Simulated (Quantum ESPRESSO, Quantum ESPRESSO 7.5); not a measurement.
# Lattice constant of cubic SrTiO3 from LDA, PBEsol and PBE, with tests of a Hubbard U and D3 dispersion

## Experimental context

The reference is a = 3.905 Å at room temperature, from "Visible-light-accelerated oxygen vacancy migration in strontium titanate" (2015, PubMed Central 4588568). It was obtained by x-ray diffraction from the 002 reflection of a (001) single-crystal substrate, under a gate bias of -40 V and 532 nm laser light, at the onset of the field-induced expansion. It is thus one out-of-plane spacing of a crystal that was still essentially undeformed, and I take it as the bulk value with that reservation. A Rietveld refinement of oxygen-stoichiometric powder, 3.9052 Å, supports this reading. The other values run from 3.901 to 3.9147 Å; the largest stands apart, and I suspect a displacement or zero-shift error, or a departure from stoichiometry, in that powder.

| compared with | measured | source's wording or label | T (K) | method |
| --- | --- | --- | --- | --- |
| a (Å) | 3.905 | out-of-plane lattice constant at the onset of gating (-40 V), essentially undeformed | room temperature | x-ray diffraction, 002 reflection * |
| a (Å) | 3.901 | 0.3901 nm | room temperature | powder XRD |
| a (Å) | 3.9147 | 0.39147 nm | – | powder XRD, cell refinement |
| a (Å) | 3.9052 ± 0.0001 | 3.9052 ± 0.0001 A | room temperature | powder XRD, Rietveld |
| a (Å) | 3.904 | out-of-plane lattice parameter of substrate | – | X-ray diffraction |

Where a quantity has several values, deviations refer to the one marked *.

Conditions are those given with the value in the passage it was taken from; "not stated" means there, and the paper may say more elsewhere. The values are a selection: others may have been left out beforehand as unlike or outlying.

## Aim and plan

I want the cheapest level of theory that gives the lattice constant of cubic SrTiO3 within 0.5 % of the reference, which is about 0.02 Å. That limit is wide enough that the small differences between good diffraction values rarely matter, and narrow enough to expose the usual errors of semilocal functionals, which are around one per cent.

The model is the five-atom cubic cell, relaxed from the diffraction structure. Symmetry is kept, so the octahedral rotations that appear on cooling are excluded; the room-temperature crystal is cubic on average. The calculation describes static nuclei, whereas the measured cell contains zero-point and thermal expansion, together roughly 0.3 % in length for an oxide of this kind. A static result should therefore lie slightly below the measured one. I judge the direct deviation and weigh this allowance at the end.

All runs start with a ferromagnetic moment. SrTiO3 is a nonmagnetic band insulator, so the moment should vanish, and I shall check that it does. I begin with LDA and soft potentials at a low cutoff, then move to gradient-corrected functionals as the results require.

System: SrTiO3 (strontium titanate), cubic perovskite; Pm-3m (No. 221), 5 atoms in the primitive cell; the database structure is a diffraction structure: a = 3.905 Å; structure from the Crystallography Open Database.

## 1. LDA with soft potentials

LDA with ultrasoft potentials needs only a modest plane-wave cutoff, which makes it the natural low-cost start. LDA usually overbinds oxides, so I expect a cell about one per cent too small, which would miss the target.

**Run 1.** Quantum ESPRESSO 7.5: LDA, GBRV ultrasoft potentials, ferromagnetic start, cell and atoms relaxed from the database structure, cutoff 45 Ry (density 360 Ry), 6x6x6 k mesh, Gaussian smearing 0.02 eV.

Key lines of the input:
```
! potential files: GBRV ultrasoft potentials, made for LDA
&control
  calculation = 'vc-relax'
  forc_conv_thr = 2.0d-4
  etot_conv_thr = 1.0d-5
  nstep = 60
/
&system
  nat = 5
  ntyp = 3
  ecutwfc = 45
  ecutrho = 360
  nbnd = 30
  occupations = 'smearing'
  smearing = 'gaussian'
  degauss = 0.00147
  nspin = 2
  starting_magnetization(2) = 0.5
/
&electrons
  conv_thr = 1.0d-8
  electron_maxstep = 100
  mixing_beta = 0.4
/
&ions
/
&cell
  press_conv_thr = 0.5
/
ATOMIC_SPECIES
  Sr 87.620 Sr.upf
  Ti1 47.867 Ti.upf
  O 15.999 O.upf
[... cell and positions ...]
K_POINTS automatic
  6 6 6 0 0 0
```

Command:
```
OMP_NUM_THREADS=1 mpirun -n 8 pw.x -nk 8 -in relax.in > relax.out
```

Selected lines of the output:
```
     absolute magnetization    =     0.00 Bohr mag/cell
CELL_PARAMETERS (angstrom)
   0.000000000   0.000000000   3.856932329
```

Converged; 72 s on 8 cores of Intel Xeon at 2.50GHz (Skylake/Cascade Lake), shared host.

| quantity | run 1 | measured | deviation |
| --- | --- | --- | --- |
| a (Å) | 3.8569 | 3.905 | −0.0481 (−1.2 %) |
| net moment per formula unit (μB) | 0 |  |  |
| absolute moment per formula unit (μB) | 0 |  |  |
| conventional cell volume (Å³) | 57.38 |  |  |
| final pressure (GPa) | 0.072 |  |  |

The LDA cell comes out at 3.8569 Å, 1.2 % below the reference and well outside the target. The sign and size are those of the usual LDA overbinding. The ferromagnetic start has decayed to zero net and absolute moment, as it should in a band insulator with an empty Ti d shell.

## 2. PBEsol with norm-conserving potentials

The next step is a gradient correction. PBEsol was built to give better equilibrium volumes of solids than LDA, without the overexpansion that PBE often brings, so I try it first among the gradient-corrected functionals. I expect a lattice constant within about half a per cent of experiment. The norm-conserving potentials need a higher cutoff, 84 Ry, and I expect the run to cost more than the LDA one. Since the potentials change together with the functional, the shift between the two cells will not belong to the functional alone.

**Run 2.** Quantum ESPRESSO 7.5: PBEsol, PseudoDojo norm-conserving potentials, ferromagnetic start, cell and atoms relaxed from the database structure, cutoff 84 Ry, 6x6x6 k mesh, Gaussian smearing 0.02 eV.

Key lines of the input, as changed from run 1:
```diff
- ! potential files: GBRV ultrasoft potentials, made for LDA
+ ! potential files: PseudoDojo norm-conserving potentials, made for PBEsol
  &system
-   ecutwfc = 45
-   ecutrho = 360
+   ecutwfc = 84
```

Command:
```
OMP_NUM_THREADS=1 mpirun -n 4 pw.x -nk 4 -in relax.in > relax.out
```

Selected lines of the output:
```
     kinetic-energy cutoff     =      84.0000  Ry
     number of k points=    20  Gaussian smearing, width (Ry)=  0.0015
     new unit-cell volume =    396.61832 a.u.^3 (    58.77277 Ang^3 )
     new unit-cell volume =    396.61832 a.u.^3 (    58.77277 Ang^3 )
          total   stress  (Ry/bohr**3)                   (kbar)     P=        0.07
     bfgs converged in   3 scf cycles and   2 bfgs steps
     new unit-cell volume =    396.61832 a.u.^3 (    58.77277 Ang^3 )
     total magnetization       =     0.00 Bohr mag/cell
     absolute magnetization    =     0.00 Bohr mag/cell
          total   stress  (Ry/bohr**3)                   (kbar)     P=       -0.01
CELL_PARAMETERS (angstrom)
   3.887992241   0.000000000   0.000000000
   0.000000000   3.887992241   0.000000000
   0.000000000   0.000000000   3.887992241
```

Converged; 2 min on 4 cores of Intel Xeon 6975P-C (Granite Rapids), shared host.

| quantity | run 2 | measured | deviation |
| --- | --- | --- | --- |
| a (Å) | 3.8880 | 3.905 | −0.0170 (−0.4 %) |
| net moment per formula unit (μB) | 0 |  |  |
| absolute moment per formula unit (μB) | 0 |  |  |
| conventional cell volume (Å³) | 58.77 |  |  |
| final pressure (GPa) | −0.001 |  |  |

PBEsol gives 3.8880 Å, 0.4 % below the reference and inside the target. The pass is narrow: the cell is 0.0170 Å too small, against a limit of about 0.02 Å. The moment again vanishes. Against my expectation, the run did not log a higher cost than LDA (roughly 8 core-minutes against roughly 10), but the two ran on different processors of shared hosts, so the timings are not a clean comparison.

The cell is 0.0311 Å longer than in LDA. This is the direction expected from the gradient correction, though the potentials and cutoff changed as well.

## 3. PBE at the same settings

With so thin a margin I want to know how much the result depends on the form of the gradient correction. PBE is a functional of the same class and should cost about the same. I keep the cutoff, mesh and potential family, and use the potentials made for PBE. I expect a cell larger than the measured one, by up to about one per cent. The comparison tests the choice of functional; it does not test the convergence of the PBEsol cell with cutoff or mesh, which is not shown in this report.

**Run 3.** Quantum ESPRESSO 7.5: PBE, PseudoDojo norm-conserving potentials, ferromagnetic start, cell and atoms relaxed from the database structure, cutoff 84 Ry, 6x6x6 k mesh, Gaussian smearing 0.02 eV.

Key lines of the input, as changed from run 2:
```diff
- ! potential files: PseudoDojo norm-conserving potentials, made for PBEsol
+ ! potential files: PseudoDojo norm-conserving potentials, made for PBE
```

Selected lines of the output:
```
     kinetic-energy cutoff     =      84.0000  Ry
     number of k points=    20  Gaussian smearing, width (Ry)=  0.0015
     new unit-cell volume =    409.76716 a.u.^3 (    60.72123 Ang^3 )
     new unit-cell volume =    410.49801 a.u.^3 (    60.82953 Ang^3 )
          total   stress  (Ry/bohr**3)                   (kbar)     P=        0.05
     bfgs converged in   3 scf cycles and   2 bfgs steps
     new unit-cell volume =    410.49801 a.u.^3 (    60.82953 Ang^3 )
     total magnetization       =    -0.00 Bohr mag/cell
     absolute magnetization    =     0.00 Bohr mag/cell
          total   stress  (Ry/bohr**3)                   (kbar)     P=        0.22
CELL_PARAMETERS (angstrom)
   3.932826791   0.000000000   0.000000000
   0.000000000   3.932826791   0.000000000
   0.000000000   0.000000000   3.932826791
```

Converged; 2.4 min on 8 cores of Intel Xeon at 2.50GHz (Skylake/Cascade Lake), shared host.

| quantity | run 3 | measured | deviation |
| --- | --- | --- | --- |
| a (Å) | 3.9328 | 3.905 | +0.0278 (+0.7 %) |
| net moment per formula unit (μB) | 0 |  |  |
| absolute moment per formula unit (μB) | 0 |  |  |
| conventional cell volume (Å³) | 60.83 |  |  |
| final pressure (GPa) | 0.022 |  |  |

PBE gives 3.9328 Å, 0.7 % above the reference, and misses the target. It is 0.0448 Å longer than the PBEsol cell at the same cutoff and mesh, more than twice the permitted deviation, so the form of the gradient correction decides the outcome here. PBEsol remains the cheapest level tried that meets the target. PBE logged more core time (roughly 19 core-minutes against roughly 8), but on a different processor, so my expectation of similar cost is neither confirmed nor refuted.

## 4. Two additions to PBEsol

The PBEsol pass is narrow, so I now test how far it depends on two common additions, each applied separately at the same cutoff and mesh. A Hubbard U of 4 eV on Ti acts on the d states, which are formally empty but mix with O 2p; I expect it to weaken that mixing and lengthen the cell a little. The D3(BJ) dispersion term adds attraction and should shorten it, which could push the result out of the target. Neither run replaces a convergence test of plain PBEsol, but together they show whether either addition is worth including for this lattice constant.

**Run 4.** Quantum ESPRESSO 7.5: PBEsol+U (Ti 4 eV), PseudoDojo norm-conserving potentials, ferromagnetic start, cell and atoms relaxed from the database structure, cutoff 84 Ry, 6x6x6 k mesh, Gaussian smearing 0.02 eV.

Key lines of the input, as changed from run 2:
```diff
+ HUBBARD ortho-atomic
+   U Ti1-3d 4.0
```

Selected lines of the output:
```
CELL_PARAMETERS (angstrom)
   0.000000000   0.000000000   3.899091920
```

Converged; 88 s on 4 cores of Intel Xeon 6975P-C (Granite Rapids), shared host.

**Run 5.** Quantum ESPRESSO 7.5: PBEsol+D3(BJ), PseudoDojo norm-conserving potentials, ferromagnetic start, cell and atoms relaxed from the database structure, cutoff 84 Ry, 6x6x6 k mesh, Gaussian smearing 0.02 eV.

Key lines of the input, as changed from run 2:
```diff
  &system
+   vdw_corr = 'dft-d3'
+   dftd3_version = 4
```

Selected lines of the output:
```
CELL_PARAMETERS (angstrom)
   0.000000000   0.000000000   3.866586702
```

Converged; 3.9 min on 8 cores of Intel Xeon at 2.50GHz (Skylake/Cascade Lake), shared host.

| quantity | run 4 | run 5 | measured |
| --- | --- | --- | --- |
| a (Å) | 3.8991 | 3.8666 | 3.905 |
| net moment per formula unit (μB) | 0 | 0 |  |
| absolute moment per formula unit (μB) | 0 | 0 |  |
| conventional cell volume (Å³) | 59.28 | 57.81 |  |
| final pressure (GPa) | −0.004 | 0.005 |  |

Both additions move the cell in the expected direction. With U = 4 eV on Ti the lattice constant rises by 0.0111 Å to 3.8991 Å, 0.2 % below the reference and comfortably inside the target. The value of U was set by hand, not derived for this crystal, so the closer agreement does not show that the Ti d states are better described.

The D3(BJ) term shortens the cell by 0.0214 Å to 3.8666 Å. That is 1.0 % below the reference and a clear miss. PBEsol already gives too small a cell, and the added attraction increases the error. For this lattice constant the dispersion term does harm, and the U correction is not needed to meet the target.

## Overview

| run | settings | a (Å) | deviation | cost |
| --- | --- | --- | --- | --- |
| 1 | LDA, GBRV ultrasoft potentials, cutoff 45 Ry (density 360 Ry) | 3.8569 | −0.0481 (−1.2 %) | 9.6 core-min |
| 2 | PBEsol, PseudoDojo norm-conserving potentials, cutoff 84 Ry | 3.8880 | −0.0170 (−0.4 %) | 7.9 core-min |
| 3 | PBE, PseudoDojo norm-conserving potentials, cutoff 84 Ry | 3.9328 | +0.0278 (+0.7 %) | 19 core-min |
| 4 | PBEsol+U (Ti 4 eV), PseudoDojo norm-conserving potentials, cutoff 84 Ry | 3.8991 | −0.0059 (−0.2 %) | 5.9 core-min |
| 5 | PBEsol+D3(BJ), PseudoDojo norm-conserving potentials, cutoff 84 Ry | 3.8666 | −0.0384 (−1.0 %) | 31 core-min |
|  | measured | 3.905 |  |  |

Further runs on the same system, made beside this series (convergence steps with loose settings among them):

| further | settings | a (Å) | deviation | cost |
| --- | --- | --- | --- | --- |
| F1 | vdW-DF-cx, PseudoDojo norm-conserving potentials, cutoff 84 Ry, PBE files | 3.8964 | −0.0086 (−0.2 %) | 39 core-min |
| F2 | BLYP, PseudoDojo norm-conserving potentials, cutoff 84 Ry, PBE files | 3.9729 | +0.0679 (+1.7 %) | 37 core-min |
|  | measured | 3.905 |  |  |

## Assessment

PBEsol meets the 0.5 % target narrowly. Its static lattice constant of 3.8880 Å lies 0.4 % below the measured 3.905 Å, at a cost of 7.9 core-minutes. It is the simplest level shown that passes. PBEsol+U logged a lower cost, 5.9 core-minutes, but it adds a term and a hand-set parameter to the same calculation, and on a shared host a gap of this size is not a reliable ranking of cost. The call also holds against the refined stoichiometric powder, and would turn only against the largest powder value, which I distrust.

The step from LDA to PBEsol, made together with a change of potentials and cutoff, brought the cell inside the target, and the PBE run showed that not every gradient correction does so: LDA is 1.2 % too small, PBE 0.7 % too large. Adding D3(BJ) to PBEsol spoiled the result. A U of 4 eV on Ti brought the cell closer at similar cost, but the target did not require it. Of the further runs, vdW-DF-cx also passes, 0.2 % low, while BLYP is 1.7 % too large; both used potentials made for PBE, which may have shifted their cells.

Zero-point and thermal expansion, roughly 0.3 % in length, would account for most of what PBEsol lacks. The same allowance would carry PBEsol+U and vdW-DF-cx slightly above the measurement, so their smaller direct deviations do not make them better descriptions. It would widen the PBE miss and leave LDA clearly too small.

The convergence of the PBEsol cell with cutoff and k mesh, and its dependence on the potential family, are not shown in this report, and with so narrow a pass they matter. The fixed cubic cell also leaves out octahedral rotations, including any local, fluctuating ones at room temperature; their effect on the average lattice constant is not shown in this report, though it should be small this far above the transition to the tetragonal phase.

[Logs are printed without paths, hosts, clocks, repeated set-up lines and the standing remarks that a program may print on its own settings, such as how far it seeks lower states.]

[The runs shown are a pick from a larger set of finished runs; failed, doubtful and other runs were left out of it ahead of writing. So were measured values far from every level or from commonly accepted values, and agreement can look better than it is. Lines of input and output are excerpts and may be shortened.]
